# How far −ε lies above the ΔSCF ionisation energy in 2+ ions, and what sets the gap

The quantity of interest is the column "−ε less IE by ΔSCF", called the gap below. IE by ΔSCF is the energy of the 3+ ion less that of the 2+ ion, each made self-consistent on its own. ε is the orbital energy, in the 2+ ion, of the shell that loses the electron. Both come from non-relativistic Hartree-Fock averaged over the configuration. Z is the nuclear charge, and q below is the number of electrons in that shell before ionisation. For a configuration average, Koopmans' theorem makes −ε the ionisation energy with all orbitals frozen. The gap is therefore the energy that the 3+ ion gains when its orbitals adjust to the hole: the relaxation energy.

Ionisation of 2+ ions, computed with B-spline radial code 1 by non-relativistic Hartree-Fock averaged over the configuration, for a spherical atom with a point nucleus at the basis-set limit. IE is the ionisation energy by ΔSCF, and ε is the orbital energy in the 2+ ion. NIST values run between ground levels.

| species | Z | electrons | configuration | ion's configuration | IE by ΔSCF (eV) | −ε of the shell that loses the electron (eV) | −ε less IE by ΔSCF (eV) | NIST table (eV) | kind of table value | stated uncertainty (eV) |
| --- | --- | --- | --- | --- | --- | --- | --- | --- | --- | --- |
| Be2+ | 4 | 2 | 1s2 | 1s1 | 152.691 | 154.210 | 1.519 | 153.89621 | theory | 4e-06 |
| F2+ | 9 | 7 | [He] 2s2 2p3 | [He] 2s2 2p2 | 59.3041 | 60.9160 | 1.612 | 62.70798 | semi-empirical | 0.00025 |
| Si2+ | 14 | 12 | [Ne] 3s2 | [Ne] 3s1 | 31.9582 | 32.1628 | 0.205 | 33.493 | measured | 9e-05 |
| K2+ | 19 | 17 | [Ne] 3s2 3p5 | [Ne] 3s2 3p4 | 45.5872 | 46.5668 | 0.980 | 45.8031 | semi-empirical | 0.0017 |
| Cr2+ | 24 | 22 | [Ar] 3d4 | [Ar] 3d3 | 28.9395 | 30.9893 | 2.050 | 30.959 | measured | 0.025 |
| Ni2+ | 28 | 26 | [Ar] 3d8 | [Ar] 3d7 | 34.7787 | 38.3215 | 3.543 | 35.187 | measured | 0.019 |
| As2+ | 33 | 31 | [Ar] 3d10 4s2 4p1 | [Ar] 3d10 4s2 | 27.3314 | 27.5421 | 0.211 | 28.349 | measured | 0.012 |
| Sr2+ | 38 | 36 | [Ar] 3d10 4s2 4p6 | [Ar] 3d10 4s2 4p5 | 42.1329 | 42.9560 | 0.823 | 42.88353 | measured | 0.00019 |
| Tc2+ | 43 | 41 | [Kr] 4d5 | [Kr] 4d4 | 27.5016 | 28.6631 | 1.161 | 29.55 | semi-empirical | n/a |
| Cd2+ | 48 | 46 | [Kr] 4d10 | [Kr] 4d9 | 36.6923 | 38.6770 | 1.985 | 37.468 | measured | 0.006 |
| I2+ | 53 | 51 | [Kr] 4d10 5s2 5p3 | [Kr] 4d10 5s2 5p2 | 28.3831 | 28.7586 | 0.375 | 29.57 | measured | 0.025 |
| La2+ | 57 | 55 | [Xe] 5d1 | [Kr] 4d10 5s2 5p6 | 18.6773 | 18.9305 | 0.253 | 19.1773 | measured | 0.0006 |
| Sm2+ | 62 | 60 | [Xe] 4f6 | [Xe] 4f5 | 23.3392 | 28.1946 | 4.855 | 23.55 | semi-empirical | 0.08 |
| Ho2+ | 67 | 65 | [Xe] 4f11 | [Xe] 4f10 | 25.4200 | 31.8561 | 6.436 | 22.79 | semi-empirical | 0.03 |
| Lu2+ | 71 | 69 | [Xe] 4f14 6s1 | [Xe] 4f14 | 18.7084 | 18.7369 | 0.029 | 20.9594 | measured | 0.0012 |
| Os2+ | 76 | 74 | [Xe] 4f14 5d6 | [Xe] 4f14 5d5 | 28.2497 | 29.3315 | 1.082 | 25 | theory | 1.6 |
| Hg2+ | 80 | 78 | [Xe] 4f14 5d10 | [Xe] 4f14 5d9 | 35.0199 | 36.5376 | 1.518 | 34.49 | measured | 0.05 |

## What happens

The gap is positive in all 17 rows. That follows from the variational principle, since relaxed orbitals cannot give the ion a higher energy than frozen ones, so the sign tests nothing. The size is what needs explaining. It runs from 0.029 eV in Lu2+ to 6.436 eV in Ho2+, a factor of over two hundred between ions four places apart. Relative to IE by ΔSCF it is 1% in Be2+ and 25% in Ho2+. The two 4f rows come first, the two 3d rows next, and five rows (Si2+, As2+, I2+, La2+, Lu2+) stay below 0.4 eV.

The relaxation can be seen directly in one case. For K2+ the same calculation gives a sum of ⟨r²⟩ over all electrons that falls by 3.155 bohr² on ionisation, while the 3p electron removed carries only 2.165 bohr². The remaining 0.990 bohr² is contraction of the electrons left behind.

## First explanation: heavier ions have more electrons to relax

This is the tempting one. At fixed charge the electron count is Z − 2, so the gap should climb along the table. A straight line in Z, fitted by least squares to all 17 rows, leaves an rms residual of 1.67 eV, against 1.70 eV for a plain constant. The rank correlation (1 for the same ordering, 0 for unrelated orderings) between Z and the gap is −0.01.

The sharpest test holds Z fixed. Lu2+ loses a 6s electron and has the smallest gap of the table. The same calculation for Lu3+, which loses a 4f electron from 4f14 and has one electron fewer, gives 7.078 eV. The numbers rule this explanation out as the leading cause. Where an outer s, p or d electron leaves a heavy ion, most of the others lie well inside its shell, and a spherical charge removed from outside them changes their potential by a constant, which exerts no force.

## Second explanation: a more tightly bound electron leaves a larger disturbance

A line in IE, fitted in the same way, does no better than the constant (rms 1.70 eV). That fit is pulled by Be2+, whose IE is more than twice any other, but the rank correlation is free of this leverage and is only 0.19. La2+ and Lu2+ differ by 0.031 eV in IE, and their gaps differ about ninefold. Sm2+ is less tightly bound than As2+, yet its gap is 4.855 eV against 0.211 eV.

The 3+ ions add a second test. In 14 elements the next electron leaves the same shell. In every one of them IE rises, by a factor of 1.33 to 1.84, and the gap falls. For Be3+ the gap is zero by construction, as no electron remains. This comparison changes two things at once, the charge and the number of partners, and the data do not separate them. It still contradicts a gap that grows with binding.

## Third explanation: who was screened by the electron that left

Take a hydrogenic orbital of principal quantum number n whose scale is set by an exponent ζ, in the field of an effective charge Z_eff = Z − σ, with σ the screening by the other electrons. The kinetic energy goes as ζ² and the potential energy as −ζ:

E(ζ) = Ry (ζ² − 2 Z_eff ζ)/n² = Ry [(ζ − Z_eff)² − Z_eff²]/n², with Ry = 13.606 eV.

The minimum lies at ζ = Z_eff. Before ionisation the orbital sits there. When an electron that screened it by Δσ leaves, Z_eff rises by Δσ, and the frozen orbital lies Ry Δσ²/n² above its new minimum. Summing over the electrons j that remain,

gap ≈ Ry Σ_j Δσ_j²/n_j².

Z has cancelled, and so has the binding energy of the electron removed. What is left is a count of the electrons that it screened, weighted by the square of the screening and by 1/n².

The simpler system behind this is a mass on a harmonic spring whose load changes suddenly by F. The mass is left F²/2k above its new equilibrium, whatever load it carried before. Here ζ is the coordinate, k = 2Ry/n² and F = 2Ry Δσ/n². The analogy holds for one stiff coordinate per electron. It ignores that contracting electrons screen each other more, and it takes the stiffness from a pure Coulomb field.

Be2+ is the cleanest case, because the ion left is hydrogenic. A single-exponential 1s orbital has σ = 5/16, so the gap is 13.606 × (5/16)² = 1.329 eV, or 0.87 of the computed 1.519 eV. The rest can only come from the Hartree-Fock 1s orbital not being a single exponential.

For the other rows Δσ is taken from Slater's constants, rough recalled values: 0.35 within a group (0.30 for 1s), 0.85 for s and p electrons one n higher, and zero for electrons further in. No constant is fitted. In form A the groups are Slater's, with ns and np together and each d or f shell alone. Form A gives 0.71 to 1.13 of the gap in the seven s and p rows where a partner remains, but less than half of it in each of the seven d rows.

Form B lets the removed electron screen all electrons of the same n by 0.35. It was adopted after A was seen to fall short for d and f, so its success on those rows is not an independent test. Its rationale is overlap, though giving every shell of the same n the same weight is an assumption. In Tc3+ the mean radii are 1.08 (4s), 1.17 (4p) and 1.50 bohr (4d). In Ho3+ the 4f radius of 0.74 bohr lies just outside 4s, 4p and 4d (0.55 to 0.60 bohr) and well inside 5s and 5p (1.36 and 1.51 bohr). These are radii of the 3+ ions, and those of single closed shells depend somewhat on how orbitals of the same l are rotated among themselves.

Worked in full for Ho2+, one of the rows that prompted form B: the ion keeps 4s2 4p6 4d10 4f10, which is 28 electrons at 13.606 × 0.35²/16 = 0.1042 eV each, or 2.92 eV. The eight 5s and 5p electrons add 8 × 13.606 × 0.85²/25 = 3.15 eV. The sum is 6.06 eV to rounding, 0.94 of the computed gap. Form A keeps the 5s and 5p share but counts only the ten 4f partners among the electrons with n = 4, and gives 4.19 eV. Lu3+ is not among the 17 rows, and there B gives 6.37 eV, or 0.90 of the computed gap.

Over the 17 rows the rms residual is 1.00 eV for A and 0.31 eV for B, and B orders the rows almost exactly (rank correlation 0.99). The counting picture accounts for the order 4f, 3d, the rest: a 4f electron is buried under a filled 5s2 5p6 shell that it screens strongly, and a d or f electron screens its own partners and, more weakly, the other shells of the same n. The gap falls from Cr2+ (3d4, 2.050 eV) to Tc2+ (4d5, 1.161 eV) and Os2+ (5d6, 1.082 eV), although q rises along the three, but from 4d to 5d it falls more slowly than 1/n²: by a factor of 1.07 from Tc2+ to Os2+ against 1.44 in B, and by 1.31 from Cd2+ to Hg2+ against 1.56. A good fit does not prove the split into parts, and for d and f shells the split in B should not be believed: the slopes in the next section give the partners within the shell much more of the gap than B does, and the other shells less. The model's 3.15 eV for 5s and 5p is not resolved by these calculations and should be read only as an order of magnitude.

## Where the counting model fails

The growth with q is too slow. Between Sm2+ and Ho2+ the gap rises by 0.316 eV per added 4f electron, three times the model's 0.104 eV. Between Cr2+ and Ni2+ it rises twice as fast as the model, and over the five d and f pairs the ratio runs from 1.6 to 3.0, against 1.2 for the 4p pair As2+ and Sr2+. Form B thus overshoots Sm2+ by 14% of the gap and undershoots Ho2+ by 6%, and its good totals rest partly on compensation between too large a base and too small a slope. Run back to a single electron at the table's slope, the 3d line gives 2.050 − 3 × 0.373 = 0.931 eV, where B has 1.48 eV from 3s and 3p; the seven partners in Ni2+ then carry about 2.61 of its 3.543 eV, twice B's 1.296 eV. The 4f line gives 4.855 − 5 × 0.316 = 3.275 eV against 5.02 eV in B. In a well-filled d or f shell the partners themselves supply half or more of the relaxation. A likely reason, untested here, is that d and f electrons move in a shallow well between the centrifugal barrier and a rapidly changing screened field, a softer spring than the Coulomb one. Z changes along with q in each pair, and between La2+ and Os2+ the 4f shell fills as well. The pairs that end on 4p6, 4d10 or 5d10 also cross a point where a shell closes over a closed shell of the same l, where ε of a single orbital can shift by convention, so small differences among these slopes should be given no cause.

La2+ is overestimated by a factor of 2.1. The sum of ⟨r²⟩ falls from 48.75 to 40.20 bohr² on its ionisation, but only from 42.58 to 37.51 bohr² for Os2+, which points to a more diffuse 5d orbital in La2+. That may add to the misfit, but with no partner in the shell the gap is all base, and the base of B is too large for 3d and 4f as well. La2+ mostly lays bare the general overcount for a lone d or f electron.

Lu2+ gets exactly zero, since the model lets no outer electron screen inner ones. An s electron penetrates the core, so a small relaxation survives. Si3+, also a lone s electron over closed shells, has a similar 0.025 eV. As3+ (4s2) is a further misfit: one partner gives 0.104 eV against a computed 0.220 eV.

## Neighbouring series

At charge +3 the model says that the gap drops by one partner where the shell stays the same. For K the computed drop, 0.980 − 0.776 = 0.204 eV, is close to the 0.185 eV of one n = 3 partner. For Sm it is 4.855 − 4.483 = 0.372 eV, well above 0.104 eV, which repeats the failure of the slope. Where the shell changes, the outcome depends on the new shell: the gap jumps in Lu (6s to 4f, 0.029 to 7.078 eV) but hardly moves in As (4p to 4s, 0.211 to 0.220 eV). Along an isoelectronic series the same argument gives a gap that stays roughly level while IE climbs with the square of the effective charge, so −ε becomes relatively better. For neutral lanthanides that lose a 6s electron it gives a small gap with no 4f peak. These last two statements are arguments from the model.

## What to do about it

The gap is internal to Hartree-Fock and does not measure the distance from the NIST table (rank correlation −0.32 with NIST less IE). That distance mixes three things absent from the calculation: correlation, relativity with spin-orbit coupling, and the term energies that separate a ground level from a configuration average. Be2+ isolates the first, nearly: 152.691 − 153.896 = −1.205 eV, while one-electron Be3+ is off by only −0.03 eV. Two further cautions apply. The configurations are the ground configurations listed by NIST, which need not be the lowest in this approximation. And relativity, which is large in the heavy rows, would change their orbitals and so the gaps themselves, by amounts not computed here.

Correlation usually raises an ionisation energy and relaxation lowers it, so −ε can land near the reference by cancellation. It is about 0.03 eV above NIST for Cr2+, where term energies also enter, and about 0.07 eV above for Sr2+, and it is the closer of the two in 10 of 17 rows. Its mean absolute error is nevertheless 1.98 eV against 1.41 eV for ΔSCF. For Ho2+ it is 9.07 eV too high in all: 2.63 eV of this is the error already present in the ΔSCF value, and the gap of 6.436 eV makes up the rest. Averaging over a shell more than half full and neglecting the relativistic destabilisation of 4f both make the ΔSCF value too high, by standard arguments. For Lu2+ both values are about 2.2 eV low. There is no term averaging in that row, and correlation and the relativistic stabilisation of 6s are the known causes, which these numbers do not separate. The means include Os2+, whose reference is itself theory with a stated uncertainty of 1.6 eV.

In practice, first identify the shell that loses the electron and count the electrons of the same n and of n + 1. Form B then gives 0.71 to 1.14 of the relaxation in 15 of the 17 rows, La2+ and Lu2+ being the exceptions. These are the rows on which B was chosen; it overcounts where a d or f shell holds few electrons and gives under half the gap in As3+. It serves to tell a large relaxation from a small one, and so whether −ε can stand in for ΔSCF, but not to correct −ε. For d and f shells with partners the gap is above 1 eV in every row here, and the ion should be computed self-consistently. A small ΔSCF error is no sign of accuracy either. In K2+ the Slater integral F²(3p,3p) of 9.163 eV, taken from the 2+ ion, puts the ³P term of 3p4 about (3/25) × 9.163 = 1.10 eV below its average, five times the row's error of 0.22 eV against NIST. A comparison with tabulated values needs terms or levels at both ends, correlation, and a relativistic Hamiltonian for the heavy rows.
